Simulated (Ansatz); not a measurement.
LiGa: the change of pressure with volume scale

Results calculated with Ansatz 0.2.0, not measured. Periodic Kohn-Sham DFT of a crystal at fixed atoms, scaled to volume_scale times the given cell; pressure positive in compression, energy less spherical unpolarised free atoms, largest_vzz the field gradient of largest size among the nuclei.

The cell before it is scaled or strained (space group Fd-3m, No. 227):
```
CELL_PARAMETERS angstrom
0.00000 3.08450 3.08450
3.08450 0.00000 3.08450
3.08450 3.08450 0.00000
ATOMIC_POSITIONS crystal
Li 0.00000 0.00000 0.00000
Li 0.25000 0.25000 0.25000
Ga 0.50000 0.50000 0.50000
Ga 0.75000 0.75000 0.75000
```

Settings of every row: method frozen-core PAW; functional PBEsol; relativity scalar; k mesh 12x12x12; filling fermi-dirac; smearing width 0.05 eV; wave cutoff 420 eV; paw set soft_2.

Atom start moment: 0 on all atoms.

Limits: PAW files made with PBE.

| row | volume scale | V (Å³/atom) | pressure (GPa) |
| --- | --- | --- | --- |
| 1 | 0.94 | 13.793 | ? |
| 2 | 0.96 | 14.086 | 1.738 |
| 3 | 0.98 | 14.38 | 0.662 |
| 4 | 0.99 | 14.526 | 0.169 |
| 5 | 1 | 14.673 | -0.298 |
| 6 | 1.01 | 14.82 | -0.742 |
| 7 | 1.02 | 14.967 | -1.163 |
| 8 | 1.04 | 15.26 | -1.942 |
| 9 | 1.06 | 15.554 | -2.645 |

Question: what pressure should row 1 give?

Worked fit of pressure. Take u = (V_r/V)^(2/3) − 1 with V_r = 14.747 Å³ an atom, which is twice the finite (Eulerian) strain; such expansions in the strain, on which the Birch-Murnaghan equation of state is built, carry the rest volume and the bulk modulus. The shown rows have u = 0.03104, 0.01694, 0.01012, 0.00336, -0.00329, -0.00982, -0.02254, -0.0349. Least squares give pressure = −0.525 + 66.817 × u + 185.53 × u² + 339 × u³ GPa; a parabola predicts inner rows, each left out in turn, worse (root mean square 0.0033 against 0.0015 GPa). The rows lie off it by 0.000, 0.000, -0.002, 0.000, 0.001, 0.001, -0.001, 0.000. The pressure vanishes at u = 0.0077, or V = 14.58 Å³ an atom, and there the bulk modulus at fixed shape and fractions is B = −V dP/dV = (2/3)(1 + u) dP/du = 46.8 GPa. The withheld row has u = 0.04559, so the fit gives −0.525 + 66.817 × (0.04559) + 185.53 × (0.04559)² + 339 × (0.04559)³ = 2.939 GPa.

The calculation gave 2.955 GPa. The fit lies 0.016 GPa (0.29 % of the column's range) below it; its largest miss of a shown row is 0.002 GPa. This row lies beyond the range of the fit.
